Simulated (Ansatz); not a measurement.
## VBr3: energy above given cell and largest site moment as volume ratio varies

Plane-wave density functional theory, PAW datasets, Gaussian smearing 0.05 eV: equation of state, the given cell scaled in volume with shape and atoms relaxed at each volume. The results are calculated, by Ansatz 0.2.0.

The cell before it is scaled or strained (space group Pm-3m, No. 221):
```
CELL_PARAMETERS angstrom
4.99540 0.00000 0.00000
0.00000 4.99540 0.00000
0.00000 0.00000 4.99540
ATOMIC_POSITIONS crystal
V 0.00000 0.00000 0.00000
Br 0.50000 0.00000 0.00000
Br 0.00000 0.00000 0.50000
Br 0.00000 0.50000 0.00000
```

Settings of every row: paw set soft_2; functional PBEsol; spin treatment collinear; moment partition spheres; spin axis none; wave cutoff 420 eV; k mesh 6x6x6; symmetry use detected.

Atom hubbard u: 0 on all atoms.

Limits: the cell comes from a prototype or a list of computed structures and needn't be the stable phase; with one magnetic atom in the cell only parallel moments are possible.

| row | volume ratio | V (Å³/atom) | energy above given cell (meV per atom) | largest site moment (μB) | pressure (GPa) |
| --- | --- | --- | --- | --- | --- |
| 1 | 0.96 | 29.917 | 7.15 | 1.707 | 1.926 |
| 2 | 0.98 | 30.54 | 1.7 | 1.728 | 0.906 |
| 3 | 1 | 31.163 | 0 | 1.748 | -0.004 |
| 4 | 1.02 | 31.786 | 1.65 | 1.769 | -0.816 |
| 5 | 1.04 | 32.41 | ? | ? | ? |

Question: what energy above given cell and largest site moment should row 5 give?

Worked fit of energy above given cell. Take u = (V_r/V)^(2/3) − 1 with V_r = 30.852 Å³ an atom, which is twice the finite (Eulerian) strain; such expansions in the strain, on which the Birch-Murnaghan equation of state is built, carry the rest volume and the bulk modulus. The shown rows have u = 0.02073, 0.0068, -0.00666, -0.01969. Least squares give energy above given cell = 0.406 + 125.96 × u + 9613.1 × u² meV per atom; a straight line predicts inner rows, each left out in turn, worse (root mean square 2.5 against 0.015 meV per atom). The rows lie off it by 0.00, -0.01, 0.01, 0.00. Its lowest point lies at u = -0.0066, or V = 31.16 Å³ an atom, and the curvature there gives the bulk modulus with shape and atoms relaxed, B = (4/9)(1 + u)² E″(u)/V = 43.4 GPa. The withheld row has u = -0.03231, so the fit gives 0.406 + 125.96 × (-0.03231) + 9613.1 × (-0.03231)² = 6.37 meV per atom.

The calculation gave 6.3 meV per atom. The fit lies 0.07 meV per atom (1.1 % of the value, 0.98 % of the column's range) above it; its largest miss of a shown row is 0.01 meV per atom. This row lies beyond the range of the fit.

Worked fit of largest site moment. Take t = volume ratio − 0.99. The shown rows have t = -0.03, -0.01, 0.01, 0.03. Their means are 0 and 1.738 μB; the sums about the means are S_tt = 0.002 and S_ty = 0.00206, whose ratio is the slope. Least squares give largest site moment = 1.738 + 1.03 × t μB. All shown rows lie on it to the printed digit. The withheld row has t = 0.05, so the fit gives 1.738 + 1.03 × (0.05) = 1.790 μB.

The calculation gave 1.79 μB. The fit meets it to the printed digit. This row lies beyond the range of the fit.

The other values of row 5: pressure -1.539 GPa.
